Dear colleague,

As long as your indium layer stays elastic and bonded to the two sapphire plates, it is between three and four times stiffer in compression than its Young's modulus suggests, and the zone near a free edge where this stiffening fails has a width of the order of the thickness. Both statements come from one vector equation for the displacement and from the fact that it makes the dilatation and the rotation harmonic. I derive the equation, draw its consequences, solve it for the layer, and then ask how rigid the sapphire really is.

## Premises and conventions

Coordinates are Cartesian, repeated indices are summed, $\partial_i=\partial/\partial x_i$, and $e_{ijk}$ is the permutation symbol. Stress is positive in tension. Stresses and moduli are in eV/nm³, with 1 GPa = 6.24 eV/nm³.

1. The solid is a continuum with displacement $\mathbf u(\mathbf x)$ and $|\partial_j u_i|\ll1$. The strain is $\varepsilon_{ij}=\tfrac12(\partial_iu_j+\partial_ju_i)$, the dilatation $\theta=\varepsilon_{kk}=\nabla\cdot\mathbf u$, the rotation $\boldsymbol\omega=\tfrac12\nabla\times\mathbf u$.
2. It is at rest under a body force $\mathbf f$ per volume, with no body couples. The force per area across a surface with outward normal $\mathbf n$ is $t_i=\sigma_{ij}n_j$.
3. At fixed temperature the free energy per volume $W$ is quadratic in the strain about a stress-free state, positive for any nonzero strain, and unchanged when the strain tensor is rotated (isotropy).
4. The moduli do not depend on position (homogeneity).

## Equilibrium

For any subvolume $V$ the total force vanishes, and the divergence theorem gives $\int_V(\partial_j\sigma_{ij}+f_i)\,dV=0$. A continuous integrand whose integral vanishes over every $V$ is zero, so

$$\partial_j\sigma_{ij}+f_i=0.\tag{1}$$

The total moment vanishes as well. The same theorem turns it into $\int_V e_{ijk}[\sigma_{kj}+x_j(\partial_l\sigma_{kl}+f_k)]\,dV$. The second term is zero by (1), hence $e_{ijk}\sigma_{kj}=0$ and the stress is symmetric.

## The isotropic law

A rotation-invariant function of a symmetric tensor is a symmetric function of its three eigenvalues. The symmetric quadratic forms in three variables are spanned by the square of the sum and the sum of the squares, that is by $\theta^2$ and $\varepsilon_{ij}\varepsilon_{ij}$. With $\varepsilon'_{ij}=\varepsilon_{ij}-\tfrac13\theta\delta_{ij}$,

$$W=\tfrac12\lambda\theta^2+G\,\varepsilon_{ij}\varepsilon_{ij}=\tfrac12K\theta^2+G\,\varepsilon'_{ij}\varepsilon'_{ij},\qquad K=\lambda+\tfrac23G .$$

Since $\theta$ and $\varepsilon'$ are independent, positivity means $K>0$ and $G>0$. The work per volume of a symmetric stress is $\sigma_{ij}\,d\varepsilon_{ij}$, so $\sigma_{ij}=\partial W/\partial\varepsilon_{ij}$:

$$\sigma_{ij}=\lambda\theta\,\delta_{ij}+G(\partial_iu_j+\partial_ju_i).\tag{2}$$

The mean pressure is $p=-\sigma_{kk}/3=-K\theta$. I shall use $M=\lambda+2G=K+\tfrac43G$, Poisson's ratio $\nu=\lambda/[2(\lambda+G)]$ and Young's modulus $E=9KG/(3K+G)$. From $1-2\nu=G/(\lambda+G)$ follow

$$\frac{\lambda+G}{G}=\frac1{1-2\nu},\quad \lambda(1-2\nu)=2G\nu,\quad M(1-2\nu)=2G(1-\nu),\quad 3K(1-2\nu)=2G(1+\nu).\tag{3}$$

## The displacement equation

Insert (2) into (1). By premise 4 the moduli pass through the derivative, and partial derivatives commute, so $\partial_j\partial_iu_j=\partial_i\theta$ and $\partial_j\sigma_{ij}=\lambda\partial_i\theta+G\partial_i\theta+G\nabla^2u_i$. This is the Navier-Cauchy equation,

$$G\nabla^2\mathbf u+(\lambda+G)\nabla(\nabla\cdot\mathbf u)+\mathbf f=0.\tag{4}$$

The identity $\nabla^2\mathbf u=\nabla\theta-\nabla\times(\nabla\times\mathbf u)$ puts it in a form that contains only dilatation and rotation,

$$M\nabla\theta-2G\,\nabla\times\boldsymbol\omega+\mathbf f=0.\tag{5}$$

The next steps differentiate (4), which needs justification. On a plane wave of wavevector $\mathbf k$ the operator in (4) acts as minus the matrix $Gk^2\delta_{ij}+(\lambda+G)k_ik_j$, with eigenvalue $Mk^2$ along $\mathbf k$ and $Gk^2$ twice across it. All are positive, so the system is elliptic with constant coefficients, and the interior regularity theorem for such systems makes $\mathbf u$ infinitely differentiable wherever $\mathbf f$ is. This holds inside the body, not at its corners.

The solution for prescribed boundary displacements is unique. The difference of two solutions has $\mathbf f=0$ and vanishes on the boundary, so $\int 2W\,dV=\int\sigma_{ij}\partial_ju_i\,dV=\oint u_i\sigma_{ij}n_j\,dS=0$. The strain is then zero, and the remaining rigid motion is excluded by the boundary values.

## Harmonic consequences

The divergence of a curl vanishes, so the divergence of (5) gives

$$(\lambda+2G)\,\nabla^2(\nabla\cdot\mathbf u)=-\nabla\cdot\mathbf f.\tag{6}$$

The curl of a gradient vanishes and the curl commutes with the Cartesian Laplacian, so the curl of (4) gives

$$G\,\nabla^2(\nabla\times\mathbf u)=-\nabla\times\mathbf f.\tag{7}$$

The Laplacian of (4), with $\nabla^2\theta$ taken from (6), gives

$$G\,\nabla^4\mathbf u=\frac{\lambda+G}{\lambda+2G}\nabla(\nabla\cdot\mathbf f)-\nabla^2\mathbf f.\tag{8}$$

Thus $\theta$ is harmonic exactly when $\nabla\cdot\mathbf f=0$, and each Cartesian component of $\boldsymbol\omega$ is harmonic exactly when $\nabla\times\mathbf f=0$. If both hold, $\nabla^2\mathbf f=\nabla(\nabla\cdot\mathbf f)-\nabla\times(\nabla\times\mathbf f)=0$ and (8) makes each Cartesian component of $\mathbf u$ biharmonic:

$$\nabla^2\theta=0,\qquad\nabla^2\boldsymbol\omega=0,\qquad\nabla^4\mathbf u=0.\tag{9}$$

A uniform $\mathbf f$, such as weight, is the simplest case. A temperature change $\Delta T$ adds $-3K\alpha\Delta T\,\delta_{ij}$ to (2), with $\alpha$ the linear expansion coefficient, and therefore $-3K\alpha\nabla T$ to $\mathbf f$. In steady source-free conduction $\nabla^2T=0$, and (9) survives.

Equations (9) are consequences of (4) and do not replace it. The field $\mathbf u=(x^3,0,0)$ is biharmonic but has $\nabla^2\theta=6$. The field $(x^2,0,0)$ obeys all of (9) and needs $f_x=-2M$, so it is no solution for $\mathbf f=0$.

Three further results follow for uniform $\mathbf f$ and uniform temperature. First, the average $\bar\theta(r)$ over a sphere of radius $r$ inside the body obeys $d\bar\theta/dr=(4\pi r^2)^{-1}\int\nabla^2\theta\,dV=0$, so it equals the value at the centre. A nonconstant $\theta$ therefore has no interior maximum or minimum, and the extremes of the mean pressure $p=-K\theta$ lie on the boundary. Second, the Laplacian of (2), with $G\nabla^2u_i=-(\lambda+G)\partial_i\theta-f_i$, is $\nabla^2\sigma_{ij}=-2(\lambda+G)\partial_i\partial_j\theta$, and by (3)

$$\nabla^2\sigma_{ij}+\frac{1}{1+\nu}\,\partial_i\partial_j\sigma_{kk}=0,$$

so every stress component is biharmonic. Third, in plane strain with $\mathbf f=0$, fields independent of $y$ and $u_y=0$, only $\omega_y=\tfrac12(\partial_zu_x-\partial_xu_z)$ survives, and (5) reads $M\partial_x\theta=-2G\partial_z\omega_y$, $M\partial_z\theta=2G\partial_x\omega_y$. These are the Cauchy-Riemann equations, so $M\theta-2iG\omega_y$ is an analytic function of $x+iz$.

## The bonded layer

Let the layer fill $|z|<h/2$, bonded to rigid plates so that $u_x=u_y=0$ on both faces.

**Uniform closure.** If the plates approach by $\epsilon h$, then $u_z=-\epsilon z$ solves (4) with constant $\theta=-\epsilon$, and (2) gives $\sigma_{zz}=-M\epsilon$, $\sigma_{xx}=\sigma_{yy}=-\lambda\epsilon$. The stiffness is $M$, not $E$, and the difference of principal stresses, which drives yield, is only $2G\epsilon$. Weight, $f_z=-\rho g$, adds a solution of $Mu_z''=\rho g$ that vanishes on both faces, $u_z=\rho g(z^2-h^2/4)/2M$. Its dilatation $\rho gz/M$ is linear, hence harmonic.

**Wavy closure.** Let the gap close by $w\cos kx$, shared equally, so that $u_z=\mp\tfrac12w\cos kx$ at $z=\pm h/2$, with $\mathbf f=0$. By mirror symmetry $\theta$ is even in $z$, and the only harmonic function that is even in $z$ and proportional to $\cos kx$ is $\cos kx\cosh kz$. Write $\theta=2(1-2\nu)a\cos kx\cosh kz$. By (3), equation (4) becomes $\nabla^2\mathbf u=-2a\nabla(\cos kx\cosh kz)$. For harmonic $\phi$ one has $\nabla^2(z\phi)=2\partial_z\phi$, which supplies particular solutions, and harmonic terms of the right parity are added:

$$u_x=(az\sinh kz+B\cosh kz)\sin kx,\qquad u_z=(-az\cosh kz+C\sinh kz)\cos kx.\tag{10}$$

This field is biharmonic for any $a,B,C$. Its divergence is $[k(B+C)-a]\cos kx\cosh kz$, which has to equal the $\theta$ assumed, so

$$k(B+C)=(3-4\nu)\,a.\tag{11}$$

The rotation is then $\omega_y=\tfrac12[a+k(B+C)]\sin kx\sinh kz=2(1-\nu)a\sin kx\sinh kz$, harmonic, and $M\theta-2iG\omega_y=4G(1-\nu)a\cos k(x+iz)$ is analytic as promised.

Put $s=\sinh(kh/2)$, $c=\cosh(kh/2)$. The condition $u_x=0$ gives $B=-ahs/2c$, then (11) gives $C$, and with $c^2-s^2=1$, $2sc=\sinh kh$,

$$-\frac w2=-\frac{ahc}2+Cs=a\,\frac{(3-4\nu)\sinh kh-kh}{2kc}.\tag{12}$$

On a face $u_x=0$ for all $x$, so $\partial_zu_z=\theta$ and $\sigma_{zz}=M\theta=4G(1-\nu)ac\cos kx\equiv-q\cos kx$. Eliminating $a$ with (12), using $2c^2=1+\cosh kh$ and (3), the effective modulus $M_{\rm eff}=qh/w$ is

$$\frac{M_{\rm eff}}{M}=\frac{(1-2\nu)\,kh\,(1+\cosh kh)}{(3-4\nu)\sinh kh-kh}.\tag{13}$$

For small $kh$ this is $1-\nu(kh)^2/[6(1-2\nu)]$: material escapes sideways from the crests, the more readily the closer $\nu$ is to one half. For large $kh$ it grows linearly, because only a skin of depth $1/k$ is strained. The shear stress on the upper face, $G(\partial_zu_x+\partial_xu_z)$, is $Ga[kh/c-2(1-2\nu)s]\sin kx$.

**The free edge.** At a straight free edge the lateral stress $-\lambda\epsilon$ has to be cancelled by fields that vanish on both faces and die away into the layer. These are (10) with $w=0$ and $k=i\beta$, varying as $e^{-\beta x}$. For $a=0$, (11) and the face conditions force $B=C=0$, and for $c=0$ the condition $u_x=0$ forces $a=0$, so (12) requires

$$(3-4\nu)\sin\beta h=\beta h.\tag{14}$$

Take $0\le\nu<\tfrac12$, so that $1<3-4\nu\le3$. A real root has $|\beta h|\le3<\pi$, where $\sin X/X$ falls steadily from 1 to 0, so there is exactly one positive root $\beta_1$. A complex root $X+iY$ with $X>0$, $Y\ne0$ satisfies $(3-4\nu)\sin X\cosh Y=X$ and $(3-4\nu)\cos X\sinh Y=Y$. Both $\sin X$ and $\cos X$ are then positive, and division gives $\tan X/X=\tanh Y/Y<1$, which is impossible for $0<X<\pi/2$. Hence $X>2\pi$. A purely imaginary root would need $\sinh Y/Y<1$ and does not exist. Taking for granted that these modes suffice to meet the edge conditions, the interior state is approached as $e^{-\beta_1x}$. Expanding the sine gives $(\beta_1h)^2\approx12(1-2\nu)/(3-4\nu)$, which tends to $12G/K$ as $\nu\to\tfrac12$, so the edge zone grows without bound in the incompressible limit.

## How rigid are the plates

The same construction handles a plate treated as an isotropic half-space $\zeta>0$ with moduli $G_s,\nu_s$. With $\theta=2(1-2\nu_s)a\cos kx\,e^{-k\zeta}$ one finds $u_x=(B-a\zeta)e^{-k\zeta}\sin kx$, $u_\zeta=(C-a\zeta)e^{-k\zeta}\cos kx$ and $k(B-C)=(3-4\nu_s)a$. On the surface the shear stress has amplitude $-G_s(a+kB+kC)$, and the normal stress $4G_s\nu_sa-2G_s(a+kC)$. With no shear, $kC=-2(1-\nu_s)a$ and the normal stress is $2G_sa=-q$, so the surface yields by $C=(1-\nu_s)q/G_sk$. With no normal stress and shear amplitude $\tau$, the same relations give $|C|=(1-2\nu_s)\tau/2G_sk$. The normal yielding of two plates relative to the closure $qh/M_{\rm eff}$ of the layer is

$$\eta=\frac{2(1-\nu_s)M}{G_s}\,\frac{M_{\rm eff}/M}{kh},\tag{15}$$

valid for plates thicker than $1/k$. Rigidity means $\eta\ll1$. This is a condition on the wavelength, and a large ratio of moduli does not secure it.

## Numbers

For polycrystalline indium near 300 K I take as approximate typical inputs $K=42$ GPa and $G=4.5$ GPa, that is 262 and 28.1 eV/nm³. Then $\lambda=243$, $M=300$, $E=81$ eV/nm³, $\nu=0.448$, $3-4\nu=1.207$ and $M/E=3.7$. All that follows is the model's output for these inputs.

Let $h=10^4$ nm and let the gap close uniformly by 0.5 nm, so $\epsilon=5\times10^{-5}$. The normal pressure is 0.0150 eV/nm³ (2.4 MPa), the lateral compression 0.0122 eV/nm³, the stress difference 0.0028 eV/nm³, and the stored energy $\tfrac12M\epsilon^2h$ is 0.0037 eV per nm² of plate. With a typical density of 7310 kg/m³ the weight $\rho gh$ is $3.0\times10^{-7}$ of the pressure. Equation (14) gives $\beta_1h=1.04$, against 1.01 from the expansion. The decay length is $0.96\,h$, and the slowest edge mode falls a hundredfold in $4.4\,h$.

For sapphire I use the compiled measured values $C_{11}=497.4$ GPa (Liu 2023) and $C_{12}=162.8$, $C_{13}=116$, $C_{33}=500.9$, $C_{44}=146.8$ GPa (Oses 2018), temperature not stated. An isotropic stand-in that keeps the two linear invariants of the stiffness tensor has $9K_s=2C_{11}+C_{33}+2C_{12}+4C_{13}$ and $3K_s+10G_s=2C_{11}+C_{33}+4C_{44}+(C_{11}-C_{12})$, in which $C_{14}$ does not appear. This gives $K_s=1585$, $G_s=1033$ eV/nm³, $\nu_s=(3K_s-2G_s)/(6K_s+2G_s)=0.232$, and the prefactor in (15) is 0.445.

| $kh$ | 0.1 | 0.3 | 1 | 3 | 10 |
|---|---|---|---|---|---|
| $M_{\rm eff}/M$ | 0.99 | 0.94 | 0.63 | 0.38 | 0.86 |
| $\eta$ | 4.4 | 1.4 | 0.28 | 0.056 | 0.038 |

The layer is softest near $kh=3$. The plates are nearly rigid for $kh$ of 3 or more, marginal at $kh=1$, and more compliant than the layer at 0.3 and below, where a long undulation is absorbed mainly by the sapphire. At $kh=1$ the interfacial shear amplitude is 0.31 of $q$ and alters the normal yielding of the plates by a fraction 0.11, so $\eta$ is an estimate at that level. The edge mode varies on the scale $kh\approx1$, and its decay length therefore carries a plate correction that may be as large as a few tens of per cent. Because the plate compliance goes as $1/|k|$, which is not analytic at $k=0$, the tail need not stay exponential at distances below the plate thickness.

Uniform compression is a separate case. For plates cut normal to $c$ and laterally free, $\sigma_{xx}=0$ gives a lateral strain of $C_{13}/(C_{11}+C_{12})=0.176$ times the axial one and a modulus $C_{33}-2C_{13}^2/(C_{11}+C_{12})=2872$ eV/nm³. The lateral strain $e=9.2\times10^{-7}$ is passed to the indium and lowers its normal pressure by the fraction $2\lambda e/M\epsilon=0.03$, so the lateral constraint is good. Two plates of $5\times10^5$ nm each, however, shorten together by 5.2 nm, ten times the closure of the layer. You have to read the gap at the inner faces.

The same formulas serve a copper bonding or wiring layer. With typical $K=140$ GPa and $G=48$ GPa (874 and 300 eV/nm³) the model gives $\nu=0.346$, $\beta_1h=1.61$, a decay length of $0.62\,h$ and $M_{\rm eff}/M=0.87$ at $kh=1$. There $\eta=1.6$, and sapphire cannot be called rigid.

## Range of validity

Equations (4) to (9) are exact within the four premises, inside each homogeneous region. They do not hold across the indium-sapphire interface, where the moduli jump and only displacement and traction are continuous, nor in the sapphire crystal, which is anisotropic, nor where texture or a large temperature gradient makes the moduli vary.

**Linearity.** With a typical pressure derivative $dK/dp\approx5$ the bulk modulus changes by the fraction $5\epsilon=2.5\times10^{-4}$, which is negligible.

**Yield and creep.** These set the real limit. With a typical yield stress of about 1 MPa, or 0.006 eV/nm³, the interior yields at $\epsilon=1.1\times10^{-4}$, a closure of 1.1 nm. At the corner where the free edge meets the bonded face the elastic stress is concentrated, and yield starts earlier. At 300 K indium is at 0.70 of its melting temperature of about 430 K and creeps. As shear relaxes, the interior stiffness falls from $M$ towards $K$, to 0.875 of its value, while the edge zone spreads inwards.

**Temperature.** Take a typical $\alpha=30\times10^{-6}$/K for indium and, for alumina, the compiled $3.3\times10^{-6}$/K (Kaye and Laby, polycrystal, 200 K), whose exact value matters little in the difference $\Delta\alpha=26.7\times10^{-6}$/K. At constant load the in-plane elastic strain is $-\Delta\alpha\Delta T$, and unchanged $\sigma_{zz}$ gives an elastic normal strain $2\lambda\Delta\alpha\Delta T/M$ and an in-plane stress of magnitude $(6GK/M)\Delta\alpha\Delta T$. Per kelvin this is 0.004 eV/nm³, and the thickness changes by $(\alpha+2\lambda\Delta\alpha/M)h=0.7$ nm. One kelvin outweighs the mechanical signal of the example.

**Isotropy.** A layer of $10^4$ nm may be only a few grains thick, and the shear stiffnesses of an indium crystal typically spread from about 2.5 to 12 GPa (16 to 75 eV/nm³) with orientation. Inserting these as a rough bracket for $G$ at fixed $K$ moves $M$ between 283 and 362 eV/nm³ and the decay length between $1.2\,h$ and $0.66\,h$. The interior stiffness of 300 eV/nm³ is thus a fair guide for rapid, small loadings, and the edge width is uncertain by about 30 per cent either way from texture alone. As a matter of typical behaviour, a real pad of finite width held at room temperature under megapascal loads flows outwards and closes by many times the elastic 0.5 nm, so under sustained load the model overstates the stiffness by a factor that grows with time.